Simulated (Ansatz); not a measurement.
Mg2O: the change of pressure and energy above lowest point with volume per atom

Equation of state of a cubic crystal from periodic Kohn-Sham density functional theory without spin; pressure corrected for the finite basis. The results are calculated, by Ansatz 0.2.0 development build.

Cell of the first row (space group Fm-3m, No. 225):
```
CELL_PARAMETERS angstrom
0.00000 2.76210 2.76210
2.76210 0.00000 2.76210
2.76210 2.76210 0.00000
ATOMIC_POSITIONS crystal
Mg 0.25000 0.25000 0.25000
Mg 0.75000 0.75000 0.75000
O 0.00000 0.00000 0.00000
```

Settings of every row: formula Mg2O; structure type antifluorite; functional PBE; spin treatment none; k mesh 17x17x17; occupation method fermi-dirac; occupation width 0.061225619 eV; wave cutoff 700 eV; datasets hard PAW; density cutoff ratio 4.

Limits: a cubic model structure, not a phase known at ambient conditions; the SCF threshold is loose for a stress in some rows.

```
row  volume per atom (Å³)  pressure (GPa)  energy above lowest point (meV/atom)
  1                14.049            4.01                                  10.6
  2                14.348           2.531                                  4.52
  3                14.647           1.191                                  1.07
  4                14.946          -0.021                                     0
  5                15.245          -1.117                                  1.08
  6                15.544               ?                                     ?
  7                15.842          -3.021                                  8.91
```

Question: what pressure and energy above lowest point should row 6 give?

Worked fit of pressure. Take u = (V_r/V)^(2/3) − 1 with V_r = 14.796 Å³ an atom, which is twice the finite (Eulerian) strain; such expansions in the strain, on which the Birch-Murnaghan equation of state is built, carry the rest volume and the bulk modulus. The shown rows have u = 0.03514, 0.02071, 0.00677, -0.0067, -0.01973, -0.04452. Least squares give pressure = 0.5729 + 89.894 × u + 217.02 × u² + 246 × u³ GPa; a parabola predicts inner rows, each left out in turn, worse (root mean square 0.0053 against 0.0025 GPa). The rows lie off it by 0.000, 0.001, -0.001, -0.001, 0.001, 0.000. The pressure vanishes at u = -0.0065, or V = 14.94 Å³ an atom, and there the bulk modulus at fixed shape and fractions is B = −V dP/dV = (2/3)(1 + u) dP/du = 57.7 GPa. The withheld row has u = -0.03234, so the fit gives 0.5729 + 89.894 × (-0.03234) + 217.02 × (-0.03234)² + 246 × (-0.03234)³ = -2.116 GPa.

The calculation gave -2.112 GPa. The fit lies 0.004 GPa (0.057 % of the column's range) below it; its largest miss of a shown row is 0.001 GPa.

Worked fit of energy above lowest point. Take u = (V_r/V)^(2/3) − 1 with V_r = 14.796 Å³ an atom, which is twice the finite (Eulerian) strain; such expansions in the strain, on which the Birch-Murnaghan equation of state is built, carry the rest volume and the bulk modulus. The shown rows have u = 0.03514, 0.02071, 0.00677, -0.0067, -0.01973, -0.04452. Least squares give energy above lowest point = 0.253 + 79.14 × u + 6135 × u² − 229 × u³ meV/atom; a parabola predicts inner rows, each left out in turn, worse (root mean square 0.0051 against 0.0031 meV/atom). All shown rows lie on it to the printed digit. Its lowest point lies at u = -0.0064, or V = 14.94 Å³ an atom, and the curvature there gives the bulk modulus at fixed shape and fractions, B = (4/9)(1 + u)² E″(u)/V = 57.8 GPa. The withheld row has u = -0.03234, so the fit gives 0.253 + 79.14 × (-0.03234) + 6135 × (-0.03234)² − 229 × (-0.03234)³ = 4.12 meV/atom.

The calculation gave 4.11 meV/atom. The fit lies 0.01 meV/atom (0.094 % of the column's range) above it, one unit of the last digit.
